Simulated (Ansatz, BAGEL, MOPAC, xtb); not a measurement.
A ladder of methods for SiCl3F (trichlorofluorosilane)

SiCl3F, singlet, SMILES `F[Si](Cl)(Cl)Cl`. Each level relaxes the structure for itself.

Each level gives the zero-point energy at each level's own minimum (kJ/mol). The values are calculated.

```json
{"level": "AM1", "kind": "semi-empirical", "program": "MOPAC", "value (kJ/mol)": "20.2"}
{"level": "PM6", "kind": "semi-empirical", "program": "MOPAC", "value (kJ/mol)": "20.4"}
{"level": "PM6-D3H4X", "kind": "semi-empirical", "program": "MOPAC", "value (kJ/mol)": "20.4"}
{"level": "GFN1-xTB", "kind": "semi-empirical", "program": "xtb", "value (kJ/mol)": "21.0"}
{"level": "HF/STO-3G (density fitting with qzvpp-jkfit)", "kind": "Hartree–Fock", "program": "BAGEL", "value (kJ/mol)": "24.5"}
{"level": "HF/3-21G (density fitting with tzvpp-jkfit)", "kind": "Hartree–Fock", "program": "BAGEL", "value (kJ/mol)": "22.3"}
{"level": "HF/6-31G (density fitting with qzvpp-jkfit)", "kind": "Hartree–Fock", "program": "BAGEL", "value (kJ/mol)": "21.4"}
{"level": "HF/6-31G* (density fitting with qzvpp-jkfit, spherical functions)", "kind": "Hartree–Fock", "program": "BAGEL", "value (kJ/mol)": "24.2"}
{"level": "PBE0-D4/def2-TZVP", "kind": "global hybrid", "program": "Ansatz", "value (kJ/mol)": "22.7"}
```

Harmonic and unscaled. The values span 20.2 to 24.5 kJ/mol.

The zero-point energy is small for a five-atom molecule because there is no hydrogen: heavy atoms keep the stretches low and the Cl–Si–Cl bends very soft, with the Si–F stretch the largest single contributor. Within Hartree–Fock the value does not move steadily with basis size. It falls from STO-3G to 6-31G, then rises from 21.4 to 24.2 kJ/mol once polarisation functions are added. These let the density deform into the strongly polar Si–F and Si–Cl bonds, which probably shorten and stiffen. The closeness of STO-3G to 6-31G* therefore looks like a cancellation of errors rather than a sign of quality. PBE0 lies below HF/6-31G*, as expected when correlation softens bonds that Hartree–Fock makes too stiff, though the change of basis may contribute. All the semi-empirical values lie lower still, which suggests softer force constants overall. PM6 and PM6-D3H4X coincide, as the added terms have little to act on in so compact a molecule. A summed energy cannot show whether the individual stretches and bends are each well described.
